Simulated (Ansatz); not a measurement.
**CF2 (SMILES F[C]F): the energy, rung by rung**

CF2: 3 atoms, total charge 0, spin state singlet. SMILES: `F[C]F`. Geometry: optimised at PBE0/def2-SVP.

```xyz
3

F     0.3157    0.9686    0.2810
C     0.3808   -0.3173    0.1745
F    -0.6965   -0.6514   -0.4554
```

Each level gives the adiabatic electron affinity (to the doublet anion, shapes relaxed at PBE0/def2-SVP, no zero-point term) (eV). The values are calculated.

The electron affinity is E(neutral) − E(anion): positive where the electron is bound.

```
             level                   kind  program  value (eV)  less CCSD(T)/def2-TZVPP
     HF/def2-TZVPP           Hartree–Fock   Ansatz       -0.51                    -0.30
  SVWN5/def2-TZVPP                    LDA   Ansatz       -0.02                    +0.19
    PBE/def2-TZVPP                    GGA   Ansatz        0.05                    +0.26
 r2SCAN/def2-TZVPP               meta-GGA   Ansatz        0.16                    +0.37
PBE0-D4/def2-TZVPP          global hybrid   Ansatz        0.05                    +0.26
 B2PLYP/def2-TZVPP          double hybrid   Ansatz       -0.02                    +0.19
RPA@PBE/def2-TZVPP                    RPA   Ansatz        0.05                    +0.26
CCSD(T)/def2-TZVPP  coupled cluster or CI   Ansatz       -0.21                     0.00
```

Differences are taken from CCSD(T)/def2-TZVPP for orientation; it has basis-set and higher-order errors of its own. The values span -0.51 to 0.16 eV.

The levels disagree on whether CF2 binds an extra electron at all: Hartree–Fock, SVWN5, B2PLYP and CCSD(T) give a negative affinity, the others a small positive one. An affinity near zero fits the bonding. The electron enters the out-of-plane orbital, largely carbon 2p, which would be a good acceptor in a bare carbene but is pushed up by π donation from the fluorine lone pairs and is C–F antibonding. Hartree–Fock lies lowest, at -0.51 eV, probably because it omits the correlation the added electron gains with the others.

The CCSD(T) value of -0.21 eV conflicts with experiment, which finds the anion weakly bound. The likely cause is the lack of diffuse functions in def2-TZVPP, which confines the anion's outer density and raises its energy more than that of the neutral. The negative sign is therefore no evidence that the anion sheds its electron, and closeness to CCSD(T) here doesn't rank the functionals by accuracy.
